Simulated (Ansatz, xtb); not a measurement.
**CH5Cl2FGeSi: which of two isomers lies lower**

We compare I, `[CH3][Ge@H]([Cl])[Si@H](F)Cl`, a singlet, with II, `C[Si@](F)(Cl)[GeH2][Cl]`, a singlet. Both are isolated molecules in the gas phase, relaxed with PBE0-D3(BJ)/def2-SVP, each in the lowest conformer that the search found.

Q: Which of the two would you expect CCSD(T)/def2-SVP + ΔMP2/def2-TZVPP electronic energies to favour?

A: Structure II; the calculation gives E(II) − E(I) = −3.8 kcal/mol.

Level by level:

| level | geometry | E(II) − E(I) (kcal/mol) | departure from the last row (kcal/mol) | job, with rough time for the two |
| --- | --- | --- | --- | --- |
| GFN2-xTB | GFN2-xTB | +4.5 | +8.4 | optimisation, 0.5 s |
| HF/STO-3G | GFN2-xTB | −5.3 | −1.4 | single point, 0.64 s |
| r2SCAN-D4/def2-SVP | GFN2-xTB | −5.8 | −1.9 | single point, 3.7 s |
| PBE0-D3(BJ)/def2-SVP | PBE0-D3(BJ)/def2-SVP | −5.7 | −1.8 | optimisation, 62 s |
| HF/def2-SVP | PBE0-D3(BJ)/def2-SVP | −4.7 | −0.9 | part of the CCSD(T) run |
| MP2/def2-SVP | PBE0-D3(BJ)/def2-SVP | −4.5 | −0.7 | part of the CCSD(T) run |
| CCSD(T)/def2-SVP | PBE0-D3(BJ)/def2-SVP | −4.6 | −0.8 | single point |
| CCSD(T)/def2-SVP + ΔMP2/def2-TZVPP | PBE0-D3(BJ)/def2-SVP | −3.8 |  | single point, 52 s |

As drawn, II has 1 C–Si, 1 Ge–H in place of 1 C–Ge, 1 Si–H.

GFN2-xTB puts the two in the other order. The largest departure from CCSD(T)/def2-SVP + ΔMP2/def2-TZVPP is that of GFN2-xTB, 8.4 kcal/mol. The last row adds to CCSD(T) the change of the MP2 difference between the two basis sets, here +0.8 kcal/mol.

With harmonic frequencies from PBE0-D3(BJ)/def2-SVP (ideal gas, rigid rotor, one conformer each, 298.15 K, 1 atm): on the last row, ΔE + ΔZPE = −4.2 kcal/mol. A mode under 50 cm⁻¹ makes harmonic enthalpies and free energies unreliable, so none is given.

The correlated steps freeze 26 core orbitals; the filled d shell of Ge is correlated, in a basis made for valence electrons. Programs: Ansatz 0.2.0, xtb 6.7.1; the last row on 2 threads of AMD EPYC 9R45 96-Core Processor (Zen 5) on a shared host.

Structure II is favoured because methyl sits on silicon and the extra hydrogen on germanium. Both isomers keep their Si–F, Si–Cl, Ge–Cl and Si–Ge links, so the energy difference mainly reflects a methyl/hydrogen exchange. Silicon is more electropositive than germanium and gains more from binding carbon, which probably outweighs the loss of the stronger Si–H bond; the fluorine and chlorine on silicon may reinforce this preference. Zero-point motion helps II further, as expected when a stiff Si–H stretch is replaced by a softer Ge–H one.

Hartree–Fock already gives the order, and in the same basis correlation barely changes the gap, as befits two saturated isomers with such similar bonds. The reversed sign from GFN2-xTB probably comes from its parametrised balance of these bond energies rather than from its structures, since r2SCAN-D4 on the same geometries favours II. The result concerns relative energy only and says nothing about how readily methyl and hydrogen could exchange places.
